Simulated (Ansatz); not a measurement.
AuAl3 and the effect of the functional

The structure is tetragonal, space group I4/mmm (No. 139). The conventional cell has a = 4.051 Å, b = 4.051 Å, c = 8.113 Å, α = 90.00°, β = 90.00°, γ = 90.00°. Au (site symmetry 4/mmm) has 12 Al at 2.86 to 2.87 Å as nearest neighbours. Al (site symmetry 4/mmm) is surrounded by 4 Au at 2.86 Å and 8 Al at 2.87 Å. Al (site symmetry -4m2) has 8 Al at 2.86 to 2.87 Å and 4 Au at 2.87 Å as nearest neighbours.

The cell comes from a database or a generator and needn't be the stable form of this composition.

Kept alike: task band structure; k mesh 9 × 9 × 9; occupations fermi-dirac, width 0.05 eV; no spin polarisation. Program: Ansatz, all-electron LAPW, scalar-relativistic. The mesh is that of the run's cell of 4 atoms. No spin-orbit coupling.

| run | pressure (GPa) |
| --- | --- |
| A | 0.38 |
| B | -4.94 |
| C | -2.62 |

Pressure is positive in compression. For a metal such a mesh leaves the last digits unconverged.

**Question.** The runs differ in the functional alone: LDA; PBE; PBEsol. Which run is which?

**Answer.** Run A is PBE; run B is LDA; run C is PBEsol. The pressure runs from -4.94 (LDA) to 0.38 GPa (PBE). From PBE: LDA -5.32; PBEsol -3.00.

At this fixed cell, PBE is close to mechanical equilibrium, whereas PBEsol and, more strongly, LDA give tensile stress and would contract the lattice. The order follows from how each functional treats density gradients. LDA overbinds, which favours short bonds and a small volume. The gradient correction in PBE lowers the energy of inhomogeneous densities relative to smoother ones, and so favours a larger volume. PBEsol weakens the gradient enhancement of exchange to suit the slowly varying densities of solids, and falls between the two.

The small PBE pressure of 0.38 GPa is no evidence that PBE describes the Au–Al bonding best; it probably means that the cell was relaxed with PBE or a similar functional. PBE tends to overestimate the volume of elemental gold, so a preference for its lattice here would need a measured volume for this phase. Nor does the pressure, as an average over directions, show whether the functionals would also change the axial ratio.
